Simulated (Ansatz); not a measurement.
# Zone-centre optical phonons of WSi2 (I4/mmm) under biaxial (001) strain from −4 % to +4 %, PBEsol linear response

We calculate the four optical mode frequencies at the zone centre of tetragonal WSi2 while a and b are strained together and c is left free to relax. Strain is counted from the cell relaxed at zero pressure with the same functional, with tension positive. The question is how far each mode moves per per cent of strain. Tungsten silicide serves as a contact and gate material on silicon, where films carry stress from growth and from thermal mismatch, and a Raman line can report that stress only if its shift with strain is known. Eg and A1g are the Raman-active modes. The frequencies are harmonic values for a static lattice, so the shifts are of more use than the absolute positions.

## Set-up

One crystal, WSi2 (I4/mmm, 3 atoms) (known phase). It was then strained (biaxial, in the (001) plane, that of a and b) with the free edges and the atoms relaxed; labels give the mode at rest and under strain. The structures stem from measured cells of the Crystallography Open Database, directly or through a relaxation at another level; cell and atoms of the unstrained crystal were relaxed at zero pressure at the level of the table, inside the symmetry of the start, with no thermal or zero-point expansion. Program: Ansatz 0.2.0, plane waves, PBEsol, the program's earlier default PAW potentials, scalar-relativistic without spin-orbit coupling, no spin polarisation. Wave-function cutoff 420 eV (the default for the potentials of each cell); on the k meshes (Γ-centred) the least product of divisions and cell-vector length runs from 90 to 91 Å. Occupations: methfessel-paxton smearing of 0.2 eV. Harmonic modes at natural masses come from linear response (density functional perturbation theory), with the acoustic sum rule imposed.

Notes on method and selection:

- Harmonic values at the static lattice; measured values carry thermal expansion and anharmonic shifts at their temperature.
- Modes are followed from row to row by the overlap of their patterns; levels that are degenerate at rest are joined across zero strain by their slopes.
- In cells without a Kohn-Sham gap the frequencies depend on k mesh and smearing; errors of a few per cent are possible.
- Spin-orbit coupling is left out; it matters most with heavy elements (here W).
- Runs that did not converge, have known faults, used another set of PAW files or may not be shown are not listed.

Columns:

- biaxial strain (%): biaxial strain in the (001) plane, that of a and b, tension positive.
- stress (GPa): stress along the strain, tension positive.
- free-edge strain (%): strain of the free edge.
- Eu (cm⁻¹): zone-centre mode Eu, no LO-TO term.
- A2u (cm⁻¹): zone-centre mode A2u, no LO-TO term.
- Eg (cm⁻¹): zone-centre mode Eg, no LO-TO term.
- A1g (cm⁻¹): zone-centre mode A1g, no LO-TO term.

Input lines of one member:

```
kpoints:
  mp_grid: { grid: [20, 20, 20] }
hamiltonian:
  xc: pbesol
  pseudopotentials: { kind: paw, azcp: { folder: soft_1 }, xc_functional: pbe }
scf:
  occupations: { method: methfessel_paxton, width: 0.2 }
output:
  eigenvalues: true
phonons:
  method: dfpt
```

Command (options for logging and memory left out): `ansatz run input.yaml --threads 4 --backend cpu`

## Computed values

| member | biaxial strain (%) | stress (GPa) | free-edge strain (%) | Eu (cm⁻¹) | A2u (cm⁻¹) | Eg (cm⁻¹) | A1g (cm⁻¹) |
| --- | --- | --- | --- | --- | --- | --- | --- |
| −4.0 % | −4 | −24.40 | 1.82 | 304.8 | 314.8 | 391.5 | 440.1 |
| −3.0 % | −3 | −17.78 | 1.27 | 295.2 | 312.9 | 379.4 | 441.2 |
| −2.0 % | −2 | −11.48 | 0.79 | 284.8 | 310.6 | 367.0 | 444.3 |
| −1.0 % | −1 | −5.54 | 0.37 | 273.8 | 308.1 | 354.2 | 447.1 |
| +0.0 % | 0 | ? | ? | ? | ? | ? | ? |
| +1.0 % | 1 | 5.13 | −0.34 | 250.1 | 302.7 | 327.7 | 450.3 |
| +2.0 % | 2 | 9.85 | −0.64 | 237.6 | 299.9 | 314.1 | 451.2 |
| +3.0 % | 3 | 14.15 | −0.93 | 224.7 | 297.1 | 300.2 | 451.8 |
| +4.0 % | 4 | 18.05 | −1.19 | 211.4 | 294.4 | 286.1 | 452.1 |

Cells marked ? are withheld until the estimate has been made.

Least-squares fits to the members shown, with x = biaxial strain (%); R² in the fitted variables, residuals in the unit of y:

| y | members | fit | R² | rms residual | leave-one-out rms | standard deviation of y |
| --- | --- | --- | --- | --- | --- | --- |
| A1g (cm⁻¹) | 8 | y = 447.3 + 1.613 x | 0.94 | 1.1 | 1.5 | 4.9 |
| Eg (cm⁻¹) | 8 | y = 340.0 − 13.19 x | 1.00 | 0.82 | 1.2 | 39 |

## Reading the trend

Eu, A2u and Eg fall at every step from compression to tension, whereas A1g rises. Between −1 % and +1 % the Eg slope is (327.7 − 354.2) / 2 = −13.25 cm⁻¹ per % strain, and that of A1g is (450.3 − 447.1) / 2 = +1.6 cm⁻¹ per %. Of the modes that are not Raman-active, Eu has a slope of (250.1 − 273.8) / 2 = −11.85 cm⁻¹ per % and A2u one of (302.7 − 308.1) / 2 = −2.7 cm⁻¹ per %. Eg is therefore the more sensitive of the two Raman lines. Against stress its slope is (327.7 − 354.2) / (5.13 + 5.54) = −2.48 cm⁻¹ per GPa.

Symmetry allows only one optical mode of each kind here, so its pattern is fixed and $\omega^2$ is proportional to its force constant. For Eg, in which the Si atoms move in the plane and W stands still, the ratio between +4 % and −4 % is (286.1 / 391.5)² = 0.534. Nearly half of the restoring force is lost. The likely cause is that tension lengthens the inclined W–Si and Si–Si contacts, which resist in-plane motion, and longer bonds are softer. Eu, also an in-plane motion, probably softens for the same reason.

In A1g the Si atoms move along c, again with W at rest. Tension shortens c, by 0.34 % at +1 %, which should stiffen the W–Si and Si–Si contacts along that axis while the inclined ones weaken. The two effects oppose each other, and the small positive slope suggests that the axial contacts win narrowly. Bond lengths are not shown in the table, so this balance is an inference from the cell edges.

The A1g slope is not constant: the line rises by 447.1 − 444.3 = 2.8 cm⁻¹ from −2 % to −1 %, but by only 0.3 cm⁻¹ from +3 % to +4 %. The step of 1.1 cm⁻¹ between −4 % and −3 % is out of keeping with the 3.1 cm⁻¹ that follows it. The other three modes run smoothly there. In a crystal without a gap, k mesh and smearing are the first suspects for an irregularity of this size.

## A prediction

Plain estimates from the members shown:

- +0.0 %, fit at x = 0: 447.3 cm⁻¹
- +0.0 %, straight-line interpolation between −1.0 % and +1.0 %: w = (0 − (−1)) / (1 − (−1)) = 0.500, so 447.1 + 0.500 × (450.3 − 447.1) = 448.7 cm⁻¹

The straight-line fit to A1g gives 447.3 cm⁻¹ at zero strain, only 0.2 above the row at −1 %, although the mode rises by 3.2 between −1 % and +1 %. It misses the curvature and is set aside. Interpolation between the two neighbours, 448.7, is better but should lie slightly low, because the slope decreases towards tension and such a curve runs above its chord.

We therefore pass a cubic through the rows at ±1 % and ±2 %:

$$\omega(0) = \frac{4\,(\omega_{-1}+\omega_{+1}) - (\omega_{-2}+\omega_{+2})}{6}$$

This gives (4 × (447.1 + 450.3) − (444.3 + 451.2)) / 6 = 449.0 cm⁻¹, a shift of 0.3 from the chord.

The same construction, a cubic through the four nearest other rows shown, can be tried on known members. At −2 % it gives (15 × 441.2 + 10 × 447.1 − 4 × 440.1 − 450.3) / 20 = 443.9, against 444.3 in the table. At −3 % it gives (4 × 440.1 + 20 × 444.3 − 10 × 447.1 + 450.3) / 15 = 441.7 against 441.2, and at +2 % and +3 % it agrees to within 0.1. The rms miss of the four trials is 0.3 cm⁻¹, which we take as the standard deviation. It covers the scatter along this series, not the error of the functional or of the harmonic treatment.

**Committed estimate, +0.0 %: A1g = 449.0 ± 0.3 cm⁻¹.**

## Result

| member | biaxial strain (%) | stress (GPa) | free-edge strain (%) | Eu (cm⁻¹) | A2u (cm⁻¹) | Eg (cm⁻¹) | A1g (cm⁻¹) |
| --- | --- | --- | --- | --- | --- | --- | --- |
| +0.0 % | 0 | 0.00 | 0.00 | 262.2 | 305.4 | 341.1 | 449.0 |

| member | estimate | A1g (cm⁻¹) | computed | estimate − computed | miss in error bars |
| --- | --- | --- | --- | --- | --- |
| +0.0 % | committed | 449.0 | 449.0 | 0.0 | 0.0 |
| +0.0 % | fit | 447.3 | 449.0 | −1.7 |  |
| +0.0 % | interpolation | 448.7 | 449.0 | −0.3 |  |

The computed A1g frequency at zero strain is 449.0 cm⁻¹, equal to our estimate to the digit shown. The interpolation between the neighbours was 0.3 too low and the straight-line fit 1.7 too low. Agreement this close is better than the 0.3 cm⁻¹ typical of our trials on known rows.

The argument from curvature was right: the line rises by 1.9 cm⁻¹ from −1 % to zero and by 1.3 from zero to +1 %, so the curve lies above its chord.

The result fits a balance between stiffening along c and weakening of the inclined contacts, but it does not test that balance, since a smooth curve of any origin would have given the same number. The free edge offers some support. From −1 % to zero c shrinks by 0.37 % of its rest length, from +3 % to +4 % by only 0.26 %. The stiffening along c should therefore fade under tension while the in-plane stretch goes on at the same pace, which has the right sign for the flattening of A1g. The step from −4 % to −3 % does not fit this picture: c shrinks by 1.82 − 1.27 = 0.55 % there, yet A1g rises by only 1.1 cm⁻¹.

## Members off the line

Least-squares fits to the whole series, with x = biaxial strain (%); R² in the fitted variables, residuals in the unit of y:

| y | members | fit | R² | rms residual | leave-one-out rms | standard deviation of y |
| --- | --- | --- | --- | --- | --- | --- |
| A1g (cm⁻¹) | 9 | y = 447.5 + 1.613 x | 0.93 | 1.2 | 1.6 | 4.6 |
| Eg (cm⁻¹) | 9 | y = 340.14 − 13.192 x | 1.00 | 0.84 | 1.2 | 36 |

Largest departures from the fit to the whole series:

| member | A1g (cm⁻¹) | fit | computed − fit | in rms residuals |
| --- | --- | --- | --- | --- |
| +4.0 % | 452.1 | 454.0 | −1.9 | 1.6 |
| +0.0 % | 449.0 | 447.5 | +1.5 | 1.3 |
| −3.0 % | 441.2 | 442.7 | −1.5 | 1.3 |
| −1.0 % | 447.1 | 445.9 | +1.2 | 1.0 |

The largest departures from the straight line are mostly its own fault. The rows at +4 % (−1.9 cm⁻¹) and −3 % (−1.5) lie below it, those at zero (+1.5) and −1 % (+1.2) above it, as expected when a line is laid through a curve that bends downwards. The unstrained crystal is thus not unusual, and neither is +4 %, where A1g has nearly levelled off.

The compressed end is less regular. On a curve of this shape the row at −4 % should fall farther below the line than that at −3 %, yet it is only 0.9 cm⁻¹ below (440.1 against 447.5 − 4 × 1.613 = 441.0). For the rise per step to keep growing towards compression, −4 % would have to lie at 441.2 − 3.1 = 438.1 cm⁻¹ or lower, so it is at least 2 cm⁻¹ too high for such a curve. A shift of −3 % alone would not cure this, since A1g rises by only 444.3 − 440.1 = 4.2 cm⁻¹ over the two steps from −4 % to −2 %, less than twice the rise of the next step. The excess is about half a per cent of the frequency, within what k mesh and smearing can do in a crystal without a gap. A change of the Fermi surface under compression is also possible, and a denser mesh at these two strains would be the first check.

## Closing remarks

From −4 % to +4 % Eg falls almost linearly, and near zero strain a downward shift of 1 cm⁻¹ means 1 / 13.25 = 0.075 % of biaxial tension, or (5.13 + 5.54) / (354.2 − 327.7) = 0.40 GPa. A1g needs a curve, which gives its frequency at strains between the rows to a few tenths of a cm⁻¹ from −2 % upwards and less surely below.

The choice of line also depends on the geometry of the measurement. In backscattering along c, the usual arrangement for a film with c upright, the selection rules suppress Eg and leave the much less sensitive A1g.

No omitted effect is expected to rival the range of Eg. Warming to room temperature typically lowers such lines by a few cm⁻¹, which is a sizeable part of the 452.1 − 440.1 = 12.0 cm⁻¹ that A1g spans and in Eg would pass for roughly 0.2 % of tension. Shifts should therefore be taken against an unstrained sample at the same temperature.

[Logs are printed without paths, hosts, clocks, repeated set-up lines and the standing remarks that a program may print on its own settings, such as how far it seeks lower states.]
